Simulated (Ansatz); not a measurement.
## MgZn3: energy above lowest point against volume scale

Free energy against uniform scaling of the volume at fixed shape and fractions; periodic cell, basis, potentials, k mesh and filling as listed. The results are calculated, by Ansatz 0.2.0.

The cell before it is scaled or strained (space group Pm-3m, No. 221):
```
MgZn3
1.0
      3.9663     0.0000     0.0000
      0.0000     3.9663     0.0000
      0.0000     0.0000     3.9663
Mg Zn
1 3
Direct
  0.00000 0.00000 0.00000
  0.50000 0.50000 0.00000
  0.50000 0.00000 0.50000
  0.00000 0.50000 0.50000
```

Settings of every row: functional r2SCAN; dispersion none; accuracy low; potentials PAW; wave cutoff 450 eV; density cutoff 1800 eV; k mesh 6x6x6; k shift 0x0x0; occupations methfessel paxton; smearing width 0.05 eV; spin none.

Limits: coarse k mesh, up to 40 meV an atom off; cutoff under the advised one; loose SCF threshold; the cell comes from a prototype or a list of computed structures and needn't be the stable phase.

```
row  volume scale  V (Å³/atom)  energy above lowest point (meV/atom)
  1           0.9       14.039                                  43.4
  2         0.925       14.429                                  23.4
  3          0.95       14.819                                   9.9
  4         0.975       15.209                                     ?
  5             1       15.599                                     0
  6         1.025       15.989                                   1.4
  7          1.05       16.379                                   5.5
  8         1.075       16.769                                  12.2
  9           1.1       17.159                                  21.8
```

Question: what energy above lowest point should row 4 give?

Worked fit of energy above lowest point. Take u = (V_r/V)^(2/3) − 1 with V_r = 15.794 Å³ an atom, which is twice the finite (Eulerian) strain; such expansions in the strain, on which the Birch-Murnaghan equation of state is built, carry the rest volume and the bulk modulus. The shown rows have u = 0.08169, 0.06211, 0.0434, 0.00832, -0.00815, -0.02396, -0.03915, -0.05376. Least squares give energy above lowest point = 0.11 − 74.2 × u + 6593 × u² + 9828 × u³ meV/atom; a parabola predicts inner rows, each left out in turn, worse (root mean square 0.85 against 0.32 meV/atom). The rows lie off it by 0.0, 0.1, -0.2, 0.0, 0.3, 0.0, -0.3, 0.2. Its lowest point lies at u = 0.0056, or V = 15.66 Å³ an atom, and the curvature there gives the bulk modulus at fixed shape and fractions, B = (4/9)(1 + u)² E″(u)/V = 62.1 GPa. The withheld row has u = 0.02548, so the fit gives 0.11 − 74.2 × (0.02548) + 6593 × (0.02548)² + 9828 × (0.02548)³ = 2.7 meV/atom.

The calculation gave 2.4 meV/atom. The fit lies 0.3 meV/atom (13 % of the value, 0.69 % of the column's range) above it; its largest miss of a shown row is 0.3 meV/atom.
